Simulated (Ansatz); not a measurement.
# Fe: the change of cell moment and pressure with volume per atom

All results are calculated (Ansatz 0.2.0). Periodic Kohn-Sham DFT of a crystal at fixed atoms; pressure and stress are positive in compression; the energy is the free energy less that of spherical unpolarised free atoms; site moments are those in the method's own spheres, positive along +z.

Cell of the first row (space group Fmmm, No. 69):
```
cell vectors (Å)
   0.0000     1.9021     1.9250
   1.4679     0.0000     1.9250
   1.4679     1.9021     0.0000
atoms (fractions of the cell vectors)
Fe  0.00000  0.00000  0.00000
```

Settings of every row: method all-electron PAW; functional LDA; relativity scalar; k mesh 16x16x16; filling fermi-dirac; smearing width 0.05 eV; nucleus gaussian.

Atom:
| element | start moment (bohr magneton) |
| --- | --- |
| Fe | 3 |

Limits: the cell comes from a prototype or a list of computed structures and needn't be the stable phase; with one magnetic atom in the cell only parallel moments are possible.

| row | volume per atom (Å³) | cell moment (bohr magneton) | pressure (GPa) |
| --- | --- | --- | --- |
| 1 | 10.749 | 2.026 | -7.541 |
| 2 | 10.755 | 2.027 | -7.648 |
| 3 | 10.978 | 2.078 | -11.504 |
| 4 | 11.207 | 2.13 | -14.959 |
| 5 | 11.321 | 2.154 | -16.549 |
| 6 | 11.435 | 2.175 | -18.065 |
| 7 | 11.55 | ? | ? |
| 8 | 11.664 | 2.215 | -20.861 |
| 9 | 11.893 | 2.253 | -23.3 |

Question: what cell moment and pressure should row 7 give?

Worked fit of cell moment. Take t = volume per atom − 11, in Å³. The shown rows have t = -0.251, -0.245, -0.022, 0.207, 0.321, 0.435, 0.664, 0.893. Least squares give cell moment = 2.0847 + 0.2256 × t − 0.0419 × t² bohr magneton; a straight line predicts inner rows, each left out in turn, worse (root mean square 0.0062 against 0.0013 bohr magneton). The rows lie off it by 0.001, 0.000, -0.002, 0.000, 0.001, 0.000, -0.001, 0.000. The withheld row has t = 0.55, so the fit gives 2.0847 + 0.2256 × (0.55) − 0.0419 × (0.55)² = 2.196 bohr magneton.

The calculation gave 2.196 bohr magneton. The fit meets it to the printed digit.

Worked fit of pressure. Take u = (V_r/V)^(2/3) − 1 with V_r = 11.264 Å³ an atom, which is twice the finite (Eulerian) strain; such expansions in the strain, on which the Birch-Murnaghan equation of state is built, carry the rest volume and the bulk modulus. The shown rows have u = 0.03169, 0.03131, 0.01729, 0.00339, -0.00336, -0.00999, -0.023, -0.03558. Least squares give pressure = −15.778 + 236.95 × u + 717.24 × u² GPa; a straight line predicts inner rows, each left out in turn, worse (root mean square 0.35 against 0.024 GPa). The rows lie off it by 0.008, 0.008, -0.037, 0.007, 0.017, 0.009, -0.013, 0.001 (root mean square 0.016 GPa). The withheld row has u = -0.01658, so the fit gives −15.778 + 236.95 × (-0.01658) + 717.24 × (-0.01658)² = -19.509 GPa.

The calculation gave -19.504 GPa. The fit lies 0.005 GPa (0.032 % of the column's range) below it; its largest miss of a shown row is 0.037 GPa.
